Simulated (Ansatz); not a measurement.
**Calibrating B3LYP-D4/def2-TZVPP on molecular compounds of Nb**

The vertical ionisation energy (cation less neutral) in eV of 6 molecular compounds of Nb: x at B3LYP-D4/def2-TZVPP, y at CCSD(T)/def2-TZVPP. Shapes, held fixed at every level: PBE0-D4/def2-TZVP. Flexible molecules stand in one conformer, not always the lowest. Programs: Ansatz 0.2.0.

| molecule | x (eV) | y (eV) |
| --- | --- | --- |
| C2H10NNbO4 (SMILES C[N](C)[Nb]([OH])([OH])([OH])[OH]) | 8.41 | 8.50 |
| C2H8ClN2Nb (SMILES C[N]=[Nb]([CH3])([NH2])[Cl]) | 9.04 | 9.40 |
| C3H9F3NNbO (SMILES C[O][Nb]([F])([F])([F])[N](C)C) | 9.35 | ? |
| C3H10NNbO3 (SMILES C[O][Nb](=[NH])([O]C)[O]C) | 9.38 | 9.63 |
| Nb(NH2)(OH)2O | 10.15 | 10.16 |
| Nb(OH)3F2 | 11.66 | 11.97 |

Question: Fit y = c + s·x to the known rows and predict y for C3H9F3NNbO.

Answer: 
1. Means of the 5 rows: x = 9.7280, y = 9.932.
2. Σ(Δx)² = 6.2423, Σ(Δx·Δy) = 6.3921, so the slope is 6.3921/6.2423 = 1.024.
3. Intercept: 9.932 − (1.024) × 9.7280 = -0.029. The largest residual of the fit is 0.20.
4. C3H9F3NNbO: -0.029 + 1.024 × 9.35 = 9.55 eV.

CCSD(T)/def2-TZVPP gives 9.48 eV, so the prediction is off by +0.07 eV, within the largest residual. Uncorrected, B3LYP-D4/def2-TZVPP misses it by -0.13 eV, and the other rows by 0.20 on average. The line overshoots: the miss goes from -0.13 to +0.07. Left out in turn, the other rows are missed by 0.21 eV on average, hardly better than no correction. Cations run unrestricted. For atoms past krypton def2 sets carry core potentials with scalar relativity. Outer-core shells of Nb are correlated, in sets that cover them unevenly.

All six molecules are formally niobium(V) with an empty 4d shell, so the electron leaves mainly ligand lone pairs or Nb–ligand π bonds, not a metal d orbital. This explains the order at the ends: the dimethylamide with four hydroxides ionises most easily, while Nb(OH)3F2, which has only the more tightly bound oxygen and fluorine lone pairs, is hardest to ionise. Between the two dimethylamides, CCSD(T) rises from 8.50 to 9.48 eV as fluorides and a methoxide replace the hydroxides, probably because the more electron-poor metal stabilises the nitrogen lone pair.

B3LYP lies below CCSD(T) in every row, but the gap nearly vanishes for Nb(NH2)(OH)2O and does not follow the ionisation energy itself. With a slope near one, the line is little more than a uniform upward shift and cannot capture this scatter, which may reflect how far the hole spreads over the different ligands. Correlated ionisation energies usually rise with basis size, so the shift fitted here need not hold at the basis-set limit.
